If you want to watch the electrons at the top of the valence band of silicon carbide by X-ray emission, you must first decide which element to tune to. Emission into an empty 1s level picks out p electrons on the chosen atom, so the carbon and silicon signals follow different columns of the table below. Carbon is the right choice at the band top. Further down silicon joins in, and at the lower end of the table its p signal weakens relative to carbon's, although silicon's share of the states hardly changes.

Density of states of wurtzite SiC (4-atom cell, a = 3.092, c = 5.074 Å) from Ansatz 0.2.0: r2SCAN, plane-wave PAW, scalar-relativistic, no spin polarisation, cutoff 500 eV, k mesh 12×12×6. Tetrahedra on an 18×18×9 mesh, averaged over 0.2 eV bins; orbital columns are Löwdin projections summed over sites. Energies are counted from the Fermi level, placed at mid-gap.

```csv
energy (eV),density of states total (states/eV/cell),DOS C 2p (states/eV/cell),DOS Si 3p (states/eV/cell),DOS Si 3s (states/eV/cell),DOS C 2s (states/eV/cell)
-7.95,0.97,0.49,0.19,0.1700,0.1100
-7.55,1.09,0.55,0.27,0.1400,0.1200
-7.15,0.97,0.51,0.28,0.0900,0.0800
-6.75,1.42,0.78,0.41,0.1300,0.0900
-6.35,1.11,0.62,0.32,0.0900,0.0700
-5.95,1.23,0.71,0.36,0.0800,0.0600
-5.55,1.48,0.87,0.44,0.0900,0.0700
-5.15,1.51,0.92,0.43,0.0800,0.0600
-4.75,1.94,1.22,0.56,0.0800,0.0600
-4.35,1.93,1.25,0.55,0.0600,0.0500
-3.95,2.29,1.53,0.62,0.0600,0.0500
-3.55,1.99,1.39,0.50,0.0400,0.0300
-3.15,3.00,2.18,0.71,0.0400,0.0300
-2.75,1.83,1.39,0.36,0.0200,0.0200
-2.35,1.12,0.9,0.18,0.0100,0.0100
-1.95,0.73,0.61,0.09,0.0000,0.0000
-1.55,0.35,0.31,0.02,0.0000,0.0000
-1.15,0,0,0,0.0000,0.0000
-0.75,0,0,0,0.0000,0.0000
-0.35,0,0,0,0.0000,0.0000
0.05,0,0,0,0.0000,0.0000
0.45,0,0,0,0.0000,0.0000
0.85,0,0,0,0.0000,0.0000
1.25,0,0,0,0.0000,0.0000
1.65,0.07,0.01,0.04,0.0000,0.0000
2.05,0.30,0.04,0.13,0.0300,0.0400
2.45,0.93,0.11,0.41,0.0900,0.1400
2.85,1.29,0.18,0.57,0.1000,0.1800
3.25,1.34,0.19,0.59,0.1200,0.1800
3.65,1.27,0.17,0.56,0.1200,0.1700
4.05,1.43,0.2,0.63,0.1500,0.1900
4.45,1.45,0.2,0.62,0.1800,0.1800
4.85,1.15,0.19,0.44,0.1700,0.0900
5.25,1.66,0.26,0.66,0.2600,0.1400
5.65,1.58,0.26,0.54,0.2500,0.1100
```

**What happens**

Each column gives states per electronvolt and cell. "DOS C 2p" is the part of the total found in carbon 2p orbitals, and the other columns read likewise. At −1.55 eV, the highest filled row, carbon 2p holds 89 % of the total; at −7.95 eV it holds about half.

The clearest trend is the ratio of silicon 3p to carbon 2p. It is only 0.06 at the top and grows down to −7.15 eV, where it reaches 0.55, quickly at first and then by steps that are partly within the rounding of the table. In the two rows below that it falls, to 0.39 in the last. Above the gap the balance is reversed, and silicon 3p exceeds carbon 2p in every row with states.

**Why depth brings in silicon**

Lithium hydride shows the basic idea. An orbital of hydrogen and a higher one of lithium combine into a bonding state that leans towards hydrogen and an antibonding state that leans towards lithium. In silicon carbide carbon plays the part of hydrogen and silicon that of lithium. The comparison ends there, because the molecule has one such coupling and so one mixture, whereas the crystal has a whole range.

The range comes from the way the orbitals on neighbouring atoms line up, in sign and in direction. This differs from state to state, within one cell as well as from cell to cell. Each carbon atom has four silicon neighbours. Where their contributions add up, the coupling is strong: the state is pushed far below the carbon level and the electron spends much of its time on silicon. Where they offset each other, the state stays close to the carbon level and the electron stays on carbon. Depth in the band is therefore a measure of how strongly the two elements are coupled.

This also suggests why the top is so rich in carbon. In this calculation the highest filled state is one in which all cells oscillate in step, and the two carbon atoms within a cell are expected to do so too. For p orbitals arranged that way, the head-on and sideways overlaps with the neighbours have opposite signs and partly cancel. A partial cancellation alone would still leave more silicon than the table shows; coupling between silicon atoms, which raises their in-step p combination further away from carbon, is expected to help. These are general arguments, not results of this run; the table shows only the very small silicon share.

**A formula for the mixture**

Let $E_\mathrm{C}$ and $E_\mathrm{Si}$ be the energies of the carbon and silicon p levels before they couple, and let only unlike neighbours couple. Write $a_i$ and $b_j$ for the amplitudes on carbon orbital $i$ and silicon orbital $j$, and $t_{ij}$ for their coupling. A state of energy $E$ then obeys

$$(E-E_\mathrm{C})\,a_i=\sum_j t_{ij}b_j,\qquad (E-E_\mathrm{Si})\,b_j=\sum_i t_{ij}^*a_i .$$

Multiply the first equation by $a_i^*$ and the second by $b_j^*$, and sum each over its atoms. The right-hand sides become complex conjugates of each other. Since the left-hand sides are real, they must be equal, and the couplings drop out:

$$\frac{n_\mathrm{Si}}{n_\mathrm{C}}=\frac{E_\mathrm{C}-E}{E_\mathrm{Si}-E},$$

where $n_\mathrm{C}$ and $n_\mathrm{Si}$ are the weights on the two elements. Within this model all states at one energy thus have the same composition, whatever their direction in the crystal. The wider apart the two levels, the smaller silicon's share at a given depth below the carbon level.

To apply it, I placed $E_\mathrm{C}$ at the computed valence edge, −1.34 eV, because silicon nearly vanishes there. Only $E_\mathrm{Si}$ was fitted, to the ten valence rows with less than 10 % s character, and it came out at 2.57 eV. Both are effective levels that absorb whatever the model leaves out, not energies of free atoms.

Take −5.95 eV, a row outside the fit. The carbon level lies $-1.34+5.95=4.61$ eV above it and the silicon level $2.57+5.95=8.52$ eV. The predicted ratio is $4.61/8.52=0.54$, while the table gives $0.36/0.71=0.51$, so the estimate is about 7 % above the computed value. In the next three rows down it is about 9 to 10 % too high, as s character grows.

Within the fitted rows the typical miss in the ratio is 0.01, against 0.13 if one fixed mixture is assumed for the whole band. The energy dependence is therefore real, though a good fit does not prove that the neighbour coupling is its only source. The output after this note gives the comparison row by row.

**Why the bottom rows turn back**

The formula fails at the bottom of the table: at −7.95 eV it predicts 0.63 where the calculation gives 0.39. The missing ingredient is visible in the next column. Between −7.15 and −7.95 eV silicon 3p drops from 0.28 to 0.19, while silicon 3s rises from 0.09 to 0.17.

Silicon has partly changed orbitals and kept its share of these states. If s and p are counted together on both elements, the ratio of silicon to carbon barely moves, from 0.63 to 0.60. The reason is standard: silicon 3s lies well below silicon 3p, so it is the closer partner for deep states. In the very highest filled states, a degenerate pair, symmetry forbids the s orbitals from mixing in, and little of them is expected just below, which fits the vanishing s columns there.

The small carbon 2s column needs care. Most carbon 2s electrons lie in bands deeper than the rows shown, so small entries here do not mean a nearly empty orbital.

**Why some rows jump**

The total is far more jagged than the composition. At −6.75 eV it stands 37 % above the mean of its two listed neighbours, yet the ratio of silicon 3p to carbon 2p differs from its neighbours' mean by only about 1 %. The peak at −3.15 eV is similar: the total is 57 % higher, the ratio about 5 %. More states crowd into these energies, but they are made of nearly the same mixture.

Such crowding is expected where a band runs flat, since many waves then share almost one energy. Near −6.75 eV the computed bands offer a candidate, one that moves by only about a tenth of an electronvolt over a run of neighbouring points, though part of that run lies just below the bin of this row. For the peak at −3.15 eV I have not identified the band. Every second energy bin is listed, so the true peaks may be higher or slightly displaced.

**Above the gap**

The empty states are the antibonding partners, and they lean towards silicon as in lithium hydride. From 4.05 eV upwards the formula, fitted only to filled states, comes within about 20 % of the computed ratio. That is weak support, because roughly a fifth to a quarter of the density in those rows belongs to none of the four listed orbitals.

Near the conduction edge the formula breaks down altogether. It allows no state between its two levels, yet the computed conduction band begins at 1.34 eV, well below the silicon level. The model has no s orbitals, but carbon 2s, though clearly present in most of these rows, cannot be the cure: it lies deep, so mixing with it pushes a silicon p state up, not down. Silicon 3s could add antibonding states of its own below those built on 3p, but its column is zero in the lowest row, at 1.65 eV, so it does not explain the edge itself. That leaves coupling between silicon atoms and mixing with higher orbitals, which the table cannot separate.

The dip at 4.85 eV differs from the jumps in the valence band, because here the mixture changes too. Carbon 2s halves from the row before, from 0.18 to 0.09, while silicon 3s hardly changes. One group of states seems to thin out there, but I have not identified it. It is not simply that the lowest conduction band ends below the dip. That band stays under about 4.4 eV along one line out of the zone centre, yet it reaches about 4.8 eV along another in the hexagonal plane and 5.0 eV at the zone boundary along the c axis.

**What to do about it**

Use carbon 1s emission to follow the valence edge. For the lower valence band add silicon, and do not read a fading silicon p signal at the bottom as a weakening bond: check silicon 3s as well, which emission into the silicon 2p level can reach. Treat the shares as a guide to where signal comes from, since real intensities also depend on transition strengths that are not computed here. The division between atoms also depends on the method: the same run gives silicon a charge of about +1.1 with the orbital projection used here, but +2.9 when space is divided along minima of the electron density.

Do not take the band gap from the table. The rows that frame it are 3.2 eV apart, which looks reassuringly close to the measured gap of roughly 3.3 eV (a recalled figure). The agreement comes from the coarse listing; the computed band edges are only 2.7 eV apart, and a gap that is too small is the usual error of this type of functional.

Numerical output:

```
fit of dos_C_2p * (Ev - energy) + dos_Si_3p * energy on 10 rows (core): coefficient of dos_Si_3p 2.573 +/- 0.056; rms 0.0774, worst -5.15 -0.185, leave-one-out rms 0.0895
  rows outside the fit (model, value, miss): -7.95 0.4889, 1.729, -1.24; -7.55 0.6947, 1.378, -0.683; -7.15 0.7204, 0.9616, -0.241; -6.75 1.055, 1.453, -0.398; -6.35 0.8233, 1.075, -0.251; -5.95 0.9262, 1.132, -0.206; -5.55 1.132, 1.222, -0.0895; -1.15 0, 0, 0; -0.75 0, 0, 0; -0.35 0, 0, 0; 0.05 0, 0, 0; 0.45 0, 0, 0; 0.85 0, 0, 0; 1.25 0, 0, 0; 1.65 0.1029, 0.03611, 0.0668; 2.05 0.3345, 0.1309, 0.204; 2.45 1.055, 0.5877, 0.467; 2.85 1.467, 0.8705, 0.596; 3.25 1.518, 1.046, 0.472; 3.65 1.441, 1.196, 0.245; 4.05 1.621, 1.474, 0.147; 4.45 1.595, 1.601, -0.006; 4.85 1.132, 0.9581, 0.174; 5.25 1.698, 1.752, -0.0537; 5.65 1.389, 1.234, 0.156
C 2p share of total, valence rows from -7.95 eV up, percent: 50.52, 50.46, 52.58, 54.93, 55.86, 57.72, 58.78, 60.93, 62.89, 64.77, 66.81, 69.85, 72.67, 75.96, 80.36, 83.56, 88.57
s share of total, valence rows from -7.95 eV up, percent: 28.87, 23.85, 17.53, 15.49, 14.41, 11.38, 10.81, 9.272, 7.216, 5.699, 4.803, 3.518, 2.333, 2.186, 1.786, 0, 0
Si 3p per C 2p, valence rows from -7.95 eV up: 0.3878, 0.4909, 0.549, 0.5256, 0.5161, 0.507, 0.5057, 0.4674, 0.459, 0.44, 0.4052, 0.3597, 0.3257, 0.259, 0.2, 0.1475, 0.06452
Si 3p per C 2p by the model, same rows: 0.6282, 0.6136, 0.5977, 0.5804, 0.5616, 0.541, 0.5184, 0.4935, 0.4658, 0.4349, 0.4003, 0.3611, 0.3164, 0.2651, 0.2054, 0.1351, 0.05118
all Si per all C (s and p), same rows: 0.6, 0.6119, 0.6271, 0.6207, 0.5942, 0.5714, 0.5638, 0.5204, 0.5, 0.4692, 0.4304, 0.3803, 0.3394, 0.2695, 0.2088, 0.1475, 0.06452
rms miss of the model ratio in the fitted rows: 0.01123
rms miss of a constant ratio in the fitted rows: 0.133
distance between the two model levels, eV: 3.912
carbon level if both levels are free, eV: -1.264
silicon level if both levels are free, eV: 2.776
Si 3p per C 2p, conduction rows from 1.65 eV up: 4, 3.25, 3.727, 3.167, 3.105, 3.294, 3.15, 3.1, 2.316, 2.538, 2.077
Si 3p per C 2p by the model, same conduction rows: -3.239, -6.481, -30.83, 15.12, 6.778, 4.632, 3.648, 3.084, 2.718, 2.461, 2.271
part of the total covered by the four projections, conduction rows, percent: 71.43, 80, 80.65, 79.84, 80.6, 80.31, 81.82, 81.38, 77.39, 79.52, 73.42
total at -6.75 eV over the mean of its two listed neighbours: 1.365
Si 3p per C 2p at -6.75 eV over the mean of its neighbours: 0.987
total at -3.15 eV over the mean of its two listed neighbours: 1.571
Si 3p per C 2p at -3.15 eV over the mean of its neighbours: 1.053
distance between the listed rows that frame the gap, eV: 3.2
that distance less the gap from the band edges, eV: 0.522
```
